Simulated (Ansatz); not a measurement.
## A series in volume per atom on MgS

Periodic Kohn-Sham DFT of a crystal at fixed atoms; Kohn-Sham levels at symmetry points; band -1 is the highest filled and +1 the lowest empty one at that point, spin up along a +z start moment. The results are calculated, by Ansatz 0.2.0.

Cell of the first row (space group Fm-3m, No. 225):
```
MgS
1.0
      0.0000     2.5485     2.5485
      2.5485     0.0000     2.5485
      2.5485     2.5485     0.0000
Mg S
1 1
Direct
  0.00000 0.00000 0.00000
  0.50000 0.50000 0.50000
```

Settings of every row: method all-electron LAPW; functional PBEsol; relativity scalar; k mesh 10x10x10; filling fermi-dirac; smearing width 0.03 eV; basis error target 0.25 meV/atom; nucleus gaussian.

Atom start moment: 0 on all atoms.

Limits: semilocal functionals tend to give too small a gap.

```csv
row,volume per atom (Å³),smallest direct gap on path (eV),band gap (eV)
1,16.553,4.095,2.826
2,16.905,3.92,2.785
3,17.257,3.753,2.744
4,17.433,3.673,2.724
5,17.609,?,?
6,17.786,3.518,2.684
7,17.962,3.443,2.664
8,18.314,3.298,2.625
9,18.666,3.16,2.585
```

Question: what smallest direct gap on path and band gap should row 5 give?

Worked fit of smallest direct gap on path. Take t = volume per atom − 18, in Å³. The shown rows have t = -1.447, -1.095, -0.743, -0.567, -0.214, -0.038, 0.314, 0.666. Least squares give smallest direct gap on path = 3.4264 − 0.41884 × t + 0.02958 × t² eV; a straight line predicts inner rows, each left out in turn, worse (root mean square 0.01 against 0.00078 eV). The rows lie off it by 0.001, 0.000, -0.001, 0.000, 0.001, 0.001, 0.000, -0.001. The withheld row has t = -0.391, so the fit gives 3.4264 − 0.41884 × (-0.391) + 0.02958 × (-0.391)² = 3.595 eV.

The calculation gave 3.595 eV. The fit meets it to the printed digit.

Worked fit of band gap. Take t = volume per atom − 18, in Å³. The shown rows have t = -1.447, -1.095, -0.743, -0.567, -0.214, -0.038, 0.314, 0.666. Least squares give band gap = 2.6597 − 0.11272 × t + 0.00147 × t² eV; a straight line predicts inner rows, each left out in turn, worse (root mean square 0.0007 against 0.00034 eV). The rows lie off it by 0.000, 0.000, 0.000, 0.000, 0.000, 0.000, 0.001, 0.000. The withheld row has t = -0.391, so the fit gives 2.6597 − 0.11272 × (-0.391) + 0.00147 × (-0.391)² = 2.704 eV.

The calculation gave 2.704 eV. The fit meets it to the printed digit.
